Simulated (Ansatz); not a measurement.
# CH2NSn (SMILES N#[C][SnH2]): methods side by side

CH2NSn has 5 atoms, charge 0, and is taken as a doublet. SMILES: `N#[C][SnH2]`. The shape was relaxed beforehand at r2SCAN/def2-SVP.

```xyz
5

N     0.8370   -1.5450    1.6794
C     0.5081   -0.8540    0.7975
Sn    0.0135    0.3337   -0.9028
H    -1.6563    0.0395   -1.1845
H     0.3476    1.9522   -0.4310
```

Quantity: the dissociation energy of the Sn3–C2 bond into singlet SnH2 and doublet CN (shapes relaxed at r2SCAN/def2-SVP, no zero-point term), in eV. The values are calculated.

```json
{"level": "USVWN5/def2-TZVPP (core potential)", "kind": "LDA", "program": "Ansatz", "value (eV)": "3.75", "CPU time (all runs)": "1.8 s"}
{"level": "UBLYP/def2-TZVPP (core potential)", "kind": "GGA", "program": "Ansatz", "value (eV)": "2.99", "CPU time (all runs)": "3.8 s"}
{"level": "U-r2SCAN/def2-TZVPP (core potential)", "kind": "meta-GGA", "program": "Ansatz", "value (eV)": "3.45", "CPU time (all runs)": "6.5 s"}
{"level": "UB3LYP/def2-TZVPP (core potential)", "kind": "global hybrid", "program": "Ansatz", "value (eV)": "3.24", "CPU time (all runs)": "4.7 s"}
{"level": "UPBE0-D4/def2-TZVPP (core potential)", "kind": "global hybrid", "program": "Ansatz", "value (eV)": "3.54", "CPU time (all runs)": "4.1 s"}
{"level": "U-wB97M-V/def2-TZVPP (core potential)", "kind": "range-separated hybrid", "program": "Ansatz", "value (eV)": "3.62", "CPU time (all runs)": "14 s"}
{"level": "UCAM-B3LYP/def2-TZVPP (core potential)", "kind": "range-separated hybrid", "program": "Ansatz", "value (eV)": "3.48", "CPU time (all runs)": "5 s"}
{"level": "RPA@PBE/def2-TZVPP (core potential)", "kind": "RPA", "program": "Ansatz", "value (eV)": "3.04", "CPU time (all runs)": "7.8 s"}
```

Spin-orbit coupling, which can split open shells on such heavy atoms by tenths of an eV, is left out. The values span 2.99 to 3.75 eV. A fragment with an even electron count was run as a singlet and may have a lower triplet. Measured bond enthalpies also hold zero-point and thermal terms, a few tenths of an eV less. Times are those of the runs behind each value, whatever else they computed, on shared processors of several kinds: orders of magnitude only.

Every method gives a strong Sn–C bond, but its strength depends markedly on the functional. LDA lies at the top, as its familiar overbinding would suggest, and BLYP at the bottom, with RPA close by at 3.04 eV. Within the BLYP, B3LYP and CAM-B3LYP family the energy rises from 2.99 to 3.24 and 3.48 eV, probably because added exact exchange raises the energy of the free CN radical relative to the bound cyanide.

The bond is strong because CN is a very electronegative radical with a half-filled σ orbital on carbon. It draws on the tin lone pair of SnH2, forming a polar Sn–C σ bond and leaving the unpaired electron largely on a pyramidal, stannyl-like tin centre. The cost is breaking up the s-rich lone pair, which heavy group 14 elements tend to retain. That same preference makes singlet SnH2 the expected ground-state fragment. The data support a robust bond towards this cleavage, but do not show whether losing a hydrogen atom would be easier.
